Layers of GeSbTe₃ resist separation most strongly when they have moved apart by about half an ångström, and by 3 Å they have almost let go. The separation energy, the work per unit area of cut, has then reached 77 mJ/m² in this PBE calculation. The traction, the pull per unit area needed to hold the cut open, rises and then falls because it starts from a balance of forces and ends with the loss of contact.

Rigid opening of GeSbTe₃ (R3m, 15-atom cell) along c between two Te planes, from the relaxed crystal and with no relaxation after the cut. Ansatz 0.2.0, plane-wave PAW, scalar-relativistic PBE, no spin polarisation, 420 eV cutoff, 13×13×2 k mesh, Gaussian smearing of 0.15 eV. Energies are free energies per area of cut, relative to the unopened crystal.

```
opening (Å)  separation energy (mJ/m²)  traction (GPa (slope of the separation energy))
          0                       0.00                                           0.0000
        0.5                      17.90                                           0.5200
          1                      42.70                                           0.4300
          2                      68.90                                           0.1400
          3                      76.90                                           0.0400
```

The energy is small because the cut runs between two faces of tellurium and breaks no Ge–Te or Sb–Te bond. It is probably also too small, because PBE leaves out long-range dispersion. If the Te atoms of one face sit over the hollows of the other, the usual packing, the nearest Te atoms across the gap are about 3.9 Å apart, much farther than in a Te–Te single bond, though close enough for some weak overlap. Opening the gap by 3 Å costs only about 0.07 eV per surface cell, which has one Te atom on each face. A cut between the Ge and Te planes inside a layer would break real bonds and should need far more work.

At the relaxed spacing the attraction between the layers is balanced by Pauli repulsion, the resistance of occupied orbitals to overlap. The layers are not closed-shell: a formula unit has 27 valence electrons, an odd number, and the calculation finds no band gap at any opening. Some of the attraction may therefore be weak bonding through the part-filled band. The first small opening therefore meets almost no traction. Repulsion has the shorter range, so it fades first and leaves a growing net pull. With further opening the attraction fades as well, and the traction falls. This account rests on theory, since the calculation gives the total energy and does not divide it into attraction and repulsion.

The same balance explains a feature that looks irregular. The second half ångström costs 42.7 − 17.9 = 24.8 mJ/m², more than the first, although the tabulated traction is already lower at 1 Å than at 0.5 Å. The energy adds up the traction along the whole path. The first interval includes the weak pull near zero opening, while the second lies close to the maximum throughout.

A simple law puts this into numbers. Near the balance the traction T grows in proportion to the opening x, with a stiffness k per unit area. If the net pull then decays exponentially over a length l, which is an assumption about its form,

T = k x exp(−x/l)

Adding up this traction from zero opening gives the separation energy E:

E = E₀ [1 − (1 + x/l) exp(−x/l)], with E₀ = k l²

Here E₀ is the energy of complete separation. The traction is largest at x = l, where it equals E₀/(2.72 l). At a given energy, a force of shorter range thus gives a higher and earlier peak.

Both E₀ and l were fitted to the energies of the four opened rows, which gave 79.2 mJ/m² and 0.558 Å. For an opening of 1 Å, one of the fitted rows, x/l is 1/0.558 = 1.79 and the exponential is 0.167:

E = 79.2 × [1 − 2.79 × 0.167] ≈ 42 mJ/m²

The calculated value is 42.7 mJ/m². The law places the maximum traction, about 0.52 GPa, close to the row at 0.5 Å. The tabulated tractions were not used in the fit and agree with it to about 0.01 GPa. Such a slope need not come from a curve through the five energies, since the normal stress and the atomic forces of each run together fix it at that opening, and so it can test the shape of the law. With so few openings, the exact position of the peak depends on the curve drawn between them.

The good fit does not identify the force. A second law, called 10-4 after its powers of the distance, comes from summing a 6-12 pair potential over a plane of atoms and also gives an S-shaped energy. With the known gap and only its depth fitted to the same four rows, it comes within about 3 mJ/m² everywhere, with its largest miss at 0.5 Å. Its tractions fit less well: 0.37 GPa at 1 Å, against 0.43 in the table and 0.42 for the exponential law. Its attractive part has the form of dispersion, yet the PBE functional used here contains no long-range dispersion. The S shape shows only that the net pull starts near zero, grows and then fades, as it must for any gap opened from its balance; it does not reveal the origin of the attraction. The output below compares the two laws.

They differ most in what remains beyond the last row. The exponential law leaves about 2 mJ/m² still to be paid, the other about 9 mJ/m². Within PBE the smaller remainder is the more likely. The tabulated traction at 3 Å, 0.04 GPa, lies nearer the exponential law (0.035) than the 10-4 law (0.06), and attraction by overlap is expected to fade quickly once the electron clouds of the two faces part. A slower electrostatic tail of unknown size may remain, because two unlike faces of a metal are expected to differ in work function. The energy still rises by 8 mJ/m² between 2 and 3 Å, so 77 mJ/m² is not yet a proven final value, and extrapolating the smearing to zero raises the energies by up to 1.9 mJ/m², about as much as the smaller remainder. Nor is half of it the surface energy of either face, because the two Te faces are inequivalent and only their average could be obtained in this way.

For processing, the energy and the peak traction answer different questions. The peak applies when the whole area opens at once with rigid layers; peeling opens the gap along a moving front, and the work per area matters more. Neither value should be used as a design figure, because PBE usually binds such gaps too weakly. A dispersion-corrected series should keep the S shape but rise higher and level off later. How much higher is the open question, and answering it needs such a functional and openings well beyond 3 Å.

Printed output of the fit:

```
fit of separation_energy on 4 rows (opening > 0): coefficient of 1 - (1 + opening/s)*exp(-opening/s) 79.18 +/- 0.19, s 0.5575; rms 0.197, worst 1.0 -0.314, leave-one-out rms 0.359
  rows outside the fit (model, value, miss): 0.0 0, 0, 0
fit of separation_energy on 4 rows (opening > 0): coefficient of 1 - (5/3)*r**4 + (2/3)*r**10 86.13 +/- 1.4; rms 1.56, worst 0.5 2.69, leave-one-out rms 1.82
  rows outside the fit (model, value, miss): 0.0 -9.562e-15, 0, -9.56e-15
Energy along the opening:
  row  mean slope from row before (GPa)  share of last row (%)  energy at zero smearing (mJ/m2)
  0.0                               n/a                      0                                0
  0.5                             0.358                  23.28                            18.86
  1.0                             0.496                  55.53                            44.42
  2.0                             0.262                   89.6                            70.79
  3.0                              0.08                    100                            78.73
Two laws:
  row  exponential law (mJ/m2)  10-4 law (mJ/m2)  exponential traction (GPa)  10-4 traction (GPa)
  0.0                        0        -9.562e-15                           0                    0
  0.5                    17.92             20.59                      0.5195               0.5285
  1.0                    42.39             43.46                      0.4238               0.3729
  2.0                    69.13              67.5                       0.141               0.1435
  3.0                    76.86             76.98                     0.03518              0.05998
Energy at 3 A opening, meV per surface cell: 71.76
Energy at 3 A opening, meV per A^2: 4.8
Peak traction of the exponential law, GPa: 0.5225
Energy left beyond 3 A by the exponential law, mJ/m2: 2.283
Energy left beyond 3 A by the 10-4 law, mJ/m2: 9.225
Te-Te distance across the closed gap if Te sits over a hollow, A: 3.872
Largest change of energy on removing smearing, mJ/m2: 1.886
```
